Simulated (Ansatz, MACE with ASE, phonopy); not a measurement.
# Highest zone-centre mode of hcp Sc against volume: Grüneisen parameter from PBEsol and from MACE-MPA-0

Two descriptions of hcp scandium can give nearly the same vibrational frequency at the same volume and still disagree on how fast it falls when the metal expands. Near 24.3 Å³ per atom, PBEsol puts the highest zone-centre mode at 224.8 cm⁻¹ and the machine-learned potential MACE-MPA-0 at 223.8 cm⁻¹, yet their slopes differ by a factor of about 1.7. The slope matters because mode Grüneisen parameters, −d ln ω/d ln V, govern thermal expansion in the quasi-harmonic picture. Harmonic frequencies are calculated here at six volumes per level, from 0.97 to 1.05 times that level's own static volume V₀. The two levels are compared with each other, not with a measurement.

## Set-up

One crystal, Sc (hcp), taken from a measured cell of the Crystallography Open Database (known phase), directly or through a relaxation at another level, and relaxed at each level to its static volume V0; then scaled volumes, with shape and atoms relaxed at fixed volume where symmetry leaves them free. Ansatz 0.2.0 rows: plane waves, scalar-relativistic, no spin-orbit coupling, no spin, the program's default PAW potentials at 420 eV, k meshes with a least product of divisions and cell-vector length from 40 to 42 Å, phonons by linear response on a 3×3×2 q mesh. Machine-learned potentials: finite atomic displacements of 0.02 Å in 4×4×3 supercells with phonopy 4.10. The same in all rows: lowest frequency along the high-symmetry path, interpolated; zero means stable, negative imaginary: 0.0 cm⁻¹.

Notes on method and selection:

- Minus the slope of ln ω against ln V is the mode Grüneisen parameter.
- Harmonic values at the static lattice; measured values carry thermal expansion and anharmonic shifts at their temperature.
- MACE-MPA-0 medium is a published machine-learned interatomic potential trained on PBE and PBE+U data; it has no electrons, no dipole term and hence no LO-TO splitting.
- In cells without a Kohn-Sham gap the frequencies depend on k mesh and smearing; the size of that error was not measured for these rows.
- Runs that did not converge, have known faults or may not be shown are not listed, and runs on Ansatz's PAW sets soft_1 and soft_2 are kept to separate tables.

Columns:

- volume (Å³): volume per atom.
- pressure (GPa): static pressure at that volume, compression positive.
- highest Γ mode (cm⁻¹): highest optical mode at the zone centre, without the macroscopic field (no LO-TO term).

## Data

| member | level of theory | volume (Å³) | pressure (GPa) | highest Γ mode (cm⁻¹) |
| --- | --- | --- | --- | --- |
| V/V0 = 0.97 | MACE-MPA-0 medium | 23.586 | 1.24 | 230.6 |
| V/V0 = 0.985 | MACE-MPA-0 medium | 23.951 | 0.59 | 226.9 |
| V/V0 = 1 | MACE-MPA-0 medium | 24.316 | 0.00 | 223.8 |
| V/V0 = 1.015 | MACE-MPA-0 medium | 24.680 | −0.55 | 221.1 |
| V/V0 = 1.03 | MACE-MPA-0 medium | 25.045 | −1.09 | 218.5 |
| V/V0 = 1.05 | MACE-MPA-0 medium | 25.531 | −1.85 | 214.4 |
| V/V0 = 0.97 | PBEsol, PAW | 22.923 | 1.83 | 246.2 |
| V/V0 = 0.985 | PBEsol, PAW | 23.277 | 0.89 | 240.8 |
| V/V0 = 1 | PBEsol, PAW | 23.632 | 0.00 | 235.3 |
| V/V0 = 1.015 | PBEsol, PAW | 23.986 | −0.83 | 230.1 |
| V/V0 = 1.03 | PBEsol, PAW | 24.341 | −1.61 | 224.8 |
| V/V0 = 1.05 | PBEsol, PAW | 24.813 | −2.58 | 217.8 |

Least-squares fits to the whole series, with x = volume (Å³); R² and errors in the fitted variable (y, or ln y where the fit is in ln y):

| y | level of theory | members | fit | R² | rms residual | leave-one-out rms | the same for the mean of the others |
| --- | --- | --- | --- | --- | --- | --- | --- |
| highest Γ mode (cm⁻¹) | MACE-MPA-0 medium | 6 | ln y = 8.2798 − 0.89868 ln x | 1.00 | 0.0010 | 0.0016 | 0.029 |
| highest Γ mode (cm⁻¹) | PBEsol, PAW | 6 | ln y = 10.3463 − 1.54493 ln x | 1.00 | 9.6×10⁻⁴ | 0.0018 | 0.049 |

## Why the values move as they do

The mode softens at every step of expansion at both levels. From the first to the last volume it falls by 28.4 cm⁻¹ with PBEsol and by 16.2 cm⁻¹ with MACE-MPA-0. The logarithmic fits give Grüneisen parameters of 1.54 and 0.90, so the levels do not agree.

A model with two parameters follows from three assumptions.

First, the motion is that of two rigid sublattices. The primitive hcp cell holds two atoms and has three optical modes at the zone centre. The lower two form a degenerate pair, so the highest is the single mode in which neighbouring close-packed planes move against each other along the c axis. With atomic mass M and an effective force constant K for the relative displacement, the reduced mass is M/2 and

ω² = 2K/M.

Second, K weakens as a power of the distance d between neighbouring atoms:

K = K₀ (d/d₀)⁻ⁿ.

Third, the crystal expands without changing shape, so that

d/d₀ = (V/V₀)^(1/3).

Inserting the third relation into the second gives K = K₀ (V/V₀)^(−n/3). The square root in the first halves the exponent:

ω = ω₀ (V/V₀)^(−γ), with γ = n/6.

The parameters are ω₀, the frequency at the static volume, and γ. The mass sets the scale of ω₀ but drops out of γ, which under these three assumptions measures only how quickly the restoring force fades with distance. The fitted slopes correspond to n = 6 × 1.545 = 9.27 for PBEsol and n = 6 × 0.899 = 5.39 for MACE-MPA-0. They would tell how fast the force fades as the contacts stretch only if the shape stayed fixed, and it does not. In the relaxed cells, which the table does not show, the axial ratio c/a falls on expansion with MACE-MPA-0 and rises slightly with PBEsol. The same relative gain in volume therefore moves the close-packed planes apart less with the learned potential. Measured against the spacing of these planes, the mode softens almost equally fast at both levels over the whole series; measured against the length of the contacts between them, PBEsol still softens faster, but by a smaller factor than in γ. The two values of n thus mix the fading of the force with the change of shape.

## The model against the table

The model is fixed on the PBEsol members V/V₀ = 0.97 and V/V₀ = 1. Their frequencies and volumes give

γ = ln(246.2 / 235.3) / ln(23.632 / 22.923) = 1.487,

and ω₀ is 235.3 cm⁻¹. The other four PBEsol members follow from ω = ω₀ (V₀/V)^γ.

For V/V₀ = 0.985, which lies between the two fixed points:

235.3 × (23.632 / 23.277)^1.487 = 240.7 cm⁻¹; the table has 240.8.

For V/V₀ = 1.015:

235.3 × (23.632 / 23.986)^1.487 = 230.2 cm⁻¹; the table has 230.1.

For V/V₀ = 1.03:

235.3 × (23.632 / 24.341)^1.487 = 225.2 cm⁻¹; the table has 224.8.

For V/V₀ = 1.05:

235.3 × (23.632 / 24.813)^1.487 = 218.8 cm⁻¹; the table has 217.8.

The largest miss is 1.0 cm⁻¹, at the volume farthest from the fixed points. Using the mean of the other members as the estimate would miss by 0.049 in ln ω, or about 11 cm⁻¹, so the power law carries real information even when its exponent is taken from the compressed side alone.

## Outliers

Largest departures from the fit to the whole series:

| member | level of theory | highest Γ mode (cm⁻¹) | fit | computed − fit | computed / fit | in rms residuals (of ln y) |
| --- | --- | --- | --- | --- | --- | --- |
| V/V0 = 1.05 | PBEsol, PAW | 217.8 | 218.1 | −0.3 | 1.00 | 1.4 |
| V/V0 = 1.03 | MACE-MPA-0 medium | 218.5 | 218.2 | +0.3 | 1.00 | 1.3 |
| V/V0 = 0.97 | MACE-MPA-0 medium | 230.6 | 230.3 | +0.3 | 1.00 | 1.3 |
| V/V0 = 0.97 | PBEsol, PAW | 246.2 | 246.5 | −0.3 | 1.00 | 1.3 |

On expansion the PBEsol estimates come out too high, by up to 1.0 cm⁻¹. Fixed on the same two ratios, MACE-MPA-0 has γ = ln(230.6 / 223.8) / ln(24.316 / 23.586) = 0.982, and its estimates at V/V₀ = 1.03 and 1.05 are both too low by 1.1 cm⁻¹. A constant effective exponent is therefore only an approximation, though a single fitted one still reproduces all six frequencies of each level to about 0.3 cm⁻¹. Between V/V₀ = 1 and 1.05 the mean γ is ln(235.3 / 217.8) / ln(24.813 / 23.632) = 1.58 with PBEsol and ln(223.8 / 214.4) / ln(25.531 / 24.316) = 0.88 with MACE-MPA-0. The crystal does change shape as it expands, against the third assumption, but that alone does not account for the drift: the exponent still changes along each series when the spacing of the planes takes the place of the volume.

A further result makes the learned potential the likelier main source of the disagreement, though it does not prove it. Its lower, doubly degenerate optical mode passes through a minimum near V₀ and stiffens on further expansion, while the PBEsol one softens steadily. Its static response is also much softer. That difference alone does not tell which level is at fault; a measured bulk modulus, which is not used here, would be a direct test. From the pressures at V/V₀ = 0.985 and 1.015, the bulk modulus, −dp/d ln V, is (0.59 + 0.55) / ln(24.680 / 23.951) = 38 GPa, against (0.89 + 0.83) / ln(23.986 / 23.277) = 57 GPa with PBEsol. Part of the difference may come from the PBE training data, and a PBE calculation with the same plane-wave settings would show how much.

## Conclusions

Between 0.97 and 1.05 V₀, a 1 % increase in volume lowers the highest zone-centre mode by about 1.5 % with PBEsol and 0.9 % with MACE-MPA-0. This gap is not a plain difference in how fast the restoring force fades with distance, because the axial ratio falls on expansion with the learned potential and rises slightly with PBEsol. The PBEsol value is the more plausible of the two, because the learned potential also gives an irregular lower mode, but no measurement is used here to test either. A close match in frequency at one volume says little about the volume derivative, which has to be checked separately, together with the change of the axial ratio, before a learned potential is used for thermal expansion.

A measured frequency would also carry thermal effects. With the PBEsol slope, each 1 % of thermal expansion in volume lowers the mode by about 0.01 × 1.545 × 235.3 = 3.6 cm⁻¹. The explicit anharmonic shift comes on top, and the harmonic calculation gives neither its size nor its sign. The error from k mesh and smearing in the PBEsol values was not measured either.
